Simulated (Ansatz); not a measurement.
# BaHg: the change of energy above lowest point with volume scale

Results calculated with Ansatz 0.2.0, not measured. Free energy against uniform scaling of the volume at fixed shape and fractions; periodic cell, basis, potentials, k mesh and filling as listed.

The cell before it is scaled or strained (space group Pm-3m, No. 221):
```
CELL_PARAMETERS angstrom
4.17880 0.00000 0.00000
0.00000 4.17880 0.00000
0.00000 0.00000 4.17880
ATOMIC_POSITIONS crystal
Ba 0.00000 0.00000 0.00000
Hg 0.50000 0.50000 0.50000
```

Settings of every row: functional LDA; dispersion none; potentials all-electron LAPW; k mesh 7x7x7; k shift 0x0x0; occupations fermi dirac; smearing width 0.02 eV; spin none; basis error target 0.002 eV/atom.

Limits: coarse k mesh, up to 40 meV an atom off; minimum outside the range; no spin-orbit coupling, which can matter with elements this heavy; the cell comes from a prototype or a list of computed structures and needn't be the stable phase.

```
row  volume scale  V (Å³/atom)  energy above lowest point (meV/atom)
  1          0.94       34.297                                     0
  2          0.96       35.026                                   7.8
  3          0.98       35.756                                     ?
  4             1       36.486                                  29.9
  5          1.02       37.216                                  43.7
  6          1.04       37.945                                  59.1
  7          1.06       38.675                                  75.8
```

Question: what energy above lowest point should row 3 give?

Worked fit of energy above lowest point. Take u = (V_r/V)^(2/3) − 1 with V_r = 36.851 Å³ an atom, which is twice the finite (Eulerian) strain; such expansions in the strain, on which the Birch-Murnaghan equation of state is built, carry the rest volume and the bulk modulus. The shown rows have u = 0.04905, 0.03444, 0.00666, -0.00655, -0.01931, -0.03169. Least squares give energy above lowest point = 36.6 − 1045.1 × u + 6088 × u² meV/atom; a straight line predicts inner rows, each left out in turn, worse (root mean square 3.8 against 0.042 meV/atom). All shown rows lie on it to the printed digit. The withheld row has u = 0.02031, so the fit gives 36.6 − 1045.1 × (0.02031) + 6088 × (0.02031)² = 17.9 meV/atom.

The calculation gave 17.8 meV/atom. The fit lies 0.1 meV/atom (0.13 % of the column's range) above it, one unit of the last digit.
